\textbf{Question.} I relaxed $V_{\rm O}^{2+}$ in a 512-atom cubic MgO cell, $L=4a=16.84$~\AA{} ($a\approx4.21$~\AA), with a neutralising background. The electrostatic potential at oxygen sites $(a/2)(n_1n_2n_3)$, defect cell minus bulk, is listed below. The values are made up for this exercise, and each is uncertain by $\sigma=3$~mV. Can I get the dielectric constant and the alignment offset from them?

\begin{tabular}{lccc}
shell & 200 & 220 & 222\\
$r$ (\AA) & 4.21 & 5.95 & 7.29\\
$\Delta V$ (V) & 0.180 & $-0.010$ & $-0.085$
\end{tabular}

\textbf{Answer.} Yes, if you model the periodic potential rather than the bare Coulomb one. I use Gaussian units, $e^2=14.40$~eV\,\AA, $q=2e$, $\Omega=L^3$, ideal site positions, and $V$ as the potential, not the electron energy.

\emph{Model.} For a point charge in an isotropic continuum, $W=V-q/\epsilon r$ is regular for $r<L$. Only the background acts as its source:
\begin{equation}
\nabla^2W=\frac{4\pi q}{\epsilon\Omega}.
\end{equation}
Since $\nabla^2r^2=6$, a particular solution is $2\pi qr^2/3\epsilon\Omega$. The remainder is harmonic and has full cubic symmetry, which allows $l=0,4,6,\dots$ but no $l=2$. Zero cell average fixes the constant as $-\alpha q/\epsilon L$, and an Ewald sum gives $\alpha=2.8373$. With $\rho=r/L$,
\begin{equation}
V=\frac{q}{\epsilon L}f,\qquad f=\frac1\rho-\alpha+\frac{2\pi}{3}\rho^2+c_4K\rho^4+O(\rho^6),
\end{equation}
\begin{equation}
K=\frac{x^4+y^4+z^4}{r^4}-\frac35 .
\end{equation}
The Legendre expansion of the images along a cube axis gives $S_4\rho^4$, where $S_4=\sum_{\mathbf n\ne0}P_4(n_z/n)/n^5=3.108$ runs over integer vectors. There $K=2/5$, so $c_4=5S_4/2=7.771$.

\begin{tabular}{lcccc}
shell & $K$ & $2\pi\rho^2/3$ & $c_4K\rho^4$ & $f$\\
200 & $2/5$ & 0.131 & 0.012 & 1.306\\
220 & $-1/10$ & 0.262 & $-0.012$ & 0.241\\
222 & $-4/15$ & 0.393 & $-0.073$ & $-0.208$
\end{tabular}

\emph{Inversion.} Fit $\Delta V_i=sf_i+C$, with $s=q/\epsilon L$ and $C$ the offset. Here $\bar f=0.446$ and $S=\sum(f_i-\bar f)^2=1.209$, and least squares gives
\begin{equation}
s=\frac{\sum_i(f_i-\bar f)\Delta V_i}{S}=0.1756~{\rm V},\qquad C=\overline{\Delta V}-s\bar f=-0.050~{\rm V}.
\end{equation}
The residuals, data minus fit, are $+1,-2,+2$~mV, consistent with $\sigma$. With $q/L=1.710$~V, $\epsilon=9.74$. Because the cell is relaxed, this number contains ionic as well as electronic screening.

\emph{Error propagation.} For independent errors,
\begin{equation}
\sigma_s=\frac{\sigma}{\sqrt S}=0.0027~{\rm V},\qquad \sigma_C=\sigma\sqrt{\frac13+\frac{\bar f^2}{S}}=0.002~{\rm V}.
\end{equation}
The covariance is $-\bar f\sigma^2/S$, a correlation of about $-0.6$. Since $\epsilon\propto1/s$,
\begin{equation}
\epsilon=9.74\pm0.15,\qquad C=-0.050\pm0.002~{\rm V}.
\end{equation}
The point-charge energy correction, added to the supercell energy, is $\alpha q^2/2\epsilon L=\alpha qs/2=0.498\pm0.008$~eV.

\emph{Uniqueness.} The fit is linear and $S\neq0$, so $(s,C)$ is unique, but its reading needs outside input. The data fix only $q/\epsilon$, so $\epsilon$ rests on $q=2e$. Any constant is indistinguishable from $C$. Omitting $\alpha$ leaves $s$ and the residuals unchanged and moves $C$ by $-\alpha s=-0.50$~V. A spherical spread of the defect charge inside the first shell used also changes the outside potential by a constant only, which ends up in $C$.

\emph{Truncation.} The $l=4$ term contributes $-13$~mV at shell 222. Dropping it gives $\epsilon=9.25$ and $C=-0.059$~V with all residuals still below $\sigma$, so with one degree of freedom the fit does not warn you of a shift of about three standard deviations in $\epsilon$. The neglected terms $l\ge6$ are largest at 222, where the full Ewald value exceeds the series by 0.008, or 1~mV, which is below $\sigma$. The quoted bars do not cover failure of continuum screening. That matters most at shell 200, one lattice constant from the vacancy, which has the largest weight $f_i-\bar f$ in $s$.